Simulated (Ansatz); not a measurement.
A series in volume scale on Ca₃SbP

Results calculated with Ansatz 0.2.0, not measured. Free energy against uniform scaling of the volume at fixed shape and fractions; periodic cell, basis, potentials, k mesh and filling as listed.

The cell before it is scaled or strained (space group Pm-3m, No. 221):
```
CELL_PARAMETERS angstrom
5.40030 0.00000 0.00000
0.00000 5.40030 0.00000
0.00000 0.00000 5.40030
ATOMIC_POSITIONS crystal
Ca 0.00000 0.50000 0.50000
Ca 0.50000 0.00000 0.50000
Ca 0.50000 0.50000 0.00000
Sb 0.00000 0.00000 0.00000
P 0.50000 0.50000 0.50000
```

Settings of every row: functional PBEsol; dispersion none; potentials PAW; wave cutoff 489.8 eV; density cutoff 1959.2 eV; k mesh 3x3x3; k shift 0x0x0; occupations fixed; smearing width 0 eV; spin none.

Limits: coarse k mesh, up to 40 meV an atom off; the cell comes from a prototype or a list of computed structures and needn't be the stable phase.

```csv
row,volume scale,V (Å³/atom),energy above lowest point (meV/atom)
1,0.9406,29.627,0.4
2,0.9703,30.563,0
3,1,31.498,?
4,1.0297,32.434,19.2
5,1.0594,33.369,37
```

Question: what energy above lowest point should row 3 give?

Worked fit of energy above lowest point. Take u = (V_r/V)^(2/3) − 1 with V_r = 31.498 Å³ an atom, which is twice the finite (Eulerian) strain; such expansions in the strain, on which the Birch-Murnaghan equation of state is built, carry the rest volume and the bulk modulus. The shown rows have u = 0.04167, 0.02029, -0.01933, -0.03774. Least squares give energy above lowest point = 6.59 − 493.3 × u + 8278 × u² meV/atom; a straight line predicts inner rows, each left out in turn, worse (root mean square 7.5 against 0.035 meV/atom). All shown rows lie on it to the printed digit. Its lowest point lies at u = 0.0298, or V = 30.14 Å³ an atom, and the curvature there gives the bulk modulus at fixed shape and fractions, B = (4/9)(1 + u)² E″(u)/V = 41.5 GPa. The withheld row has u = 0, so the fit gives 6.59 − 493.3 × (0) + 8278 × (0)² = 6.6 meV/atom.

The calculation gave 6.6 meV/atom. The fit meets it to the printed digit.
